Why does one Wannier function of SnSe₂ spread over a region several times as large, in mean square radius, as another on the same atom? Three properties could set the order: how deep the function lies in energy, whether it is formally filled or empty, and which atomic shell it comes from. The first is the most tempting, because deeply bound electrons are known to be held tightly.

Wannier functions of SnSe₂ (space group P-3m1, unrelaxed structure), calculated with GPAW 26.7.0 and Wannier90 3.1.0 using the TPSS functional, PAW data sets and a 600 eV plane-wave cutoff, without spin–orbit coupling. The k mesh is 8×8×5 for the density and 6×6×5 for the Wannier functions, with no iterations to minimise their spread.

```
row  function a (fractional)  function b (fractional)  function c (fractional)  function spread (angstrom^2)
  1                    0.000                    0.000                    0.000                         1.847
  2                    0.000                    0.000                    0.000                         2.865
  3                    0.000                    0.000                    0.000                         2.809
  4                    0.000                    0.000                    0.000                         2.865
  5                    0.000                    0.000                    0.000                         0.200
  6                    0.000                    0.000                    0.000                         0.204
  7                    0.000                    0.000                    0.000                         0.192
  8                    0.000                    0.000                    0.000                         0.204
  9                    0.000                    0.000                    0.000                         0.200
 10                    0.667                    0.333                    0.757                         1.143
 11                    0.657                    0.314                    0.746                         1.752
 12                    0.667                    0.333                    0.741                         1.851
 13                    0.676                    0.352                    0.746                         1.752
 14                    0.333                    0.667                    0.243                         1.143
 15                    0.343                    0.686                    0.254                         1.752
 16                    0.333                    0.667                    0.259                         1.851
 17                    0.324                    0.648                    0.254                         1.752
```

The columns function a, function b and function c give the centre of each function as fractions of the cell edges. The function spread is the mean square distance from that centre, ⟨r²⟩ − ⟨r⟩², where r is the electron's position. Rows 1–9 sit on tin and the others on the two selenium atoms. The same density-functional calculation also gives each function an on-site energy, the average of the Hamiltonian in that function. These energies and the near-degeneracies identify row 1 as Sn 5s, rows 2–4 as Sn 5p and rows 5–9 as Sn 4d; on each selenium, one 4s function is followed by three 4p functions.

**Depth in energy**

The case for depth starts from the tail of a bound state. Far from the atom the wave function falls as exp(−κr), where r is now the distance from the nucleus and κ² is proportional to the depth of the level below the energy E₀ at which the electron would escape. If the tail fixes the size, the mean square radius goes as 1/κ², and

spread = A / (E₀ − E),

where E is the on-site energy and A a constant. A least-squares fit to all 17 rows, with E₀ found on a grid, gives A = 14.4 eV Å² and E₀ = 12.3 eV. These are fitting constants that trade against each other, not measured properties of the crystal.

At first sight the law does well. Spread and on-site energy have a rank correlation of 0.90, and the root-mean-square miss is 0.26 Å². That score flatters the law, however, since functions related by symmetry enter several times. The single Sn 5s function, which has no copies, is the worst case: the law gives 1.2 Å² where the calculation has 1.8 Å².

This miss is more than a poor choice of constants. Sn 5s lies about 4.2 eV below Se 4p, so any law in which greater depth always means a smaller spread must make Sn 5s the tighter of the two. The table makes them almost equal, with Sn 5s slightly wider than the in-plane Se 4p functions of rows 11 and 13. A curve drawn through both would have to be nearly flat over those 4.2 eV and then climb steeply to reach Sn 5p, less than 3 eV higher. Depth follows the broad trend, but it does not by itself determine the spread.

**Formal filling**

The second explanation divides the functions by the ionic formula, Sn⁴⁺ with two Se²⁻. The thirteen filled bands are then assigned to five Sn 4d, two Se 4s and six Se 4p functions, which leaves Sn 5s and 5p empty. Since empty states are often more extended than filled ones, Sn 5p fits this picture as the widest set. Sn 5s does not stand out at all: its spread of 1.847 Å² matches the 1.851 Å² of the formally filled Se function in row 12.

The formal label is also doubtful for Sn 5s. When two levels mix, the lower combination contains more of the deeper orbital. With Sn 5s below Se 4p, the filled bands should therefore contain a good part of it, even though the ionic count calls it empty. The centres offer no way out, because tin sits at an inversion centre and symmetry keeps its functions centred there however strongly they take part in bonding.

**Atomic shell and penetration**

The third explanation begins with the free atom. An outer shell must stay orthogonal to the shells inside it, and its electrons see a nucleus largely screened by the core. Both effects make the fifth shell of tin larger than the fourth shell of selenium. Slater's rules turn this into an estimate without a fitted constant. For a tin 5s or 5p electron, the screened nuclear charge is

Z_eff = 50 − 3 × 0.35 − 18 × 0.85 − 28 = 5.65.

The three subtractions stand for the other valence electrons, the next shell inwards and the deeper core. With Slater's effective quantum number n* = 4.0, the orbital exponent is ζ = Z_eff/n* = 1.4125, and

⟨r²⟩ = (2n* + 1)(2n* + 2) / (4ζ²) = 90 / (4 × 1.4125²) = 11.3 bohr² = 3.16 Å².

The same steps give 1.57 Å² for the fourth shell of selenium. The predicted ratio is 2.0, while the calculated spreads give 1.6 for the s functions and 1.6 for the p functions. The rules thus find the right direction and exaggerate the contrast. They also place Sn 4d as the most compact set, because a 4d electron sees a much larger screened charge, but their estimate of its spread is about three times the calculated one. Part of that gap may lie in the calculation. The PAW method restores the charge that its smooth wave functions miss near the nucleus. If the overlaps behind the spreads place that charge at the nucleus itself, a compact 4d function comes out too small. The order of the sets is safe, since even the larger Slater value leaves 4d the tightest, but ratios that involve 4d should not be taken as exact.

Slater's rules treat s and p electrons of one shell alike, and here they need a correction. An s electron has a finite density at the nucleus and penetrates the core more than a p electron does. It therefore feels a stronger attraction, which both lowers its energy and draws it inwards. Within one shell, depth and tightness go together because they share this cause. The calculation shows the outcome, with p spreads about 1.5 times the s spread on tin and 1.6 times on selenium; penetration as the reason is standard atomic theory and is not tested separately here.

If shell size and the s–p difference act as two factors, three of the four valence sets predict the fourth. Multiplying the Sn 5s spread by the p-to-s ratio of selenium gives

1.847 Å² × 1.562 = 2.88 Å²,

against a calculated mean of 2.85 Å² for Sn 5p. Sn 5p was not used in the prediction, and the miss is about 1%. The two factors also describe the pair that defeats the depth law, although both are read from the calculated spreads. Going from Se 4p to Sn 5s, the larger shell widens the function and the change from p to s narrows it by nearly the same factor, so the spreads come out almost equal despite the large difference in energy.

**How far the numbers decide**

The successful product is weaker evidence than its small miss suggests. The fitted depth law also gives nearly equal p-to-s ratios on the two elements, but it puts both at about 2.3, well above the calculated values. Equal ratios alone therefore cannot separate the explanations. Their size and the Sn 5s–Se 4p pair count against the depth law, but the size is no success for Slater's rules, which give s and p the same spread. Nor does the shell picture win on overall accuracy. Slater's bare estimates miss by 0.46 Å² in the root mean square, more than the depth law with its two fitted constants.

There is a further reason for caution. These functions were obtained by projection onto atom-centred starting functions, and their spreads were not minimised afterwards. Some of their atomic character is therefore built in, and a different projection or choice of bands would change the spreads. The comparison shows what orders this set of functions; it does not show that the electrons of the crystal are confined to atoms or that the bonds are ionic.

Within that limit, the shell explanation gives a usable rule: first compare the shells of the atoms, then allow for s being tighter than p. Replacing selenium by sulphur, whose valence shell is the third, should make the anion functions more compact and leave those of tin much as they are. A rule based on depth alone would need the new on-site energies before it could say anything, and the Sn 5s–Se 4p pair shows that it could still get the order wrong.

The distinction has a practical side, since SnSe₂ is studied as a channel material for thin transistors and functions like these supply the tight-binding models used to simulate current flow. Wide Sn 5p functions can couple to more distant neighbours than compact 4d functions, so the spread helps to judge how far the couplings must be kept. The present set reproduces the calculated bands to about 4 meV on average and 50 meV at worst. That accuracy supports its use for interpolation within the range of bands compared, but the couplings belong to an unrelaxed structure, and good bands do not prove that the functions are as compact as they could be.
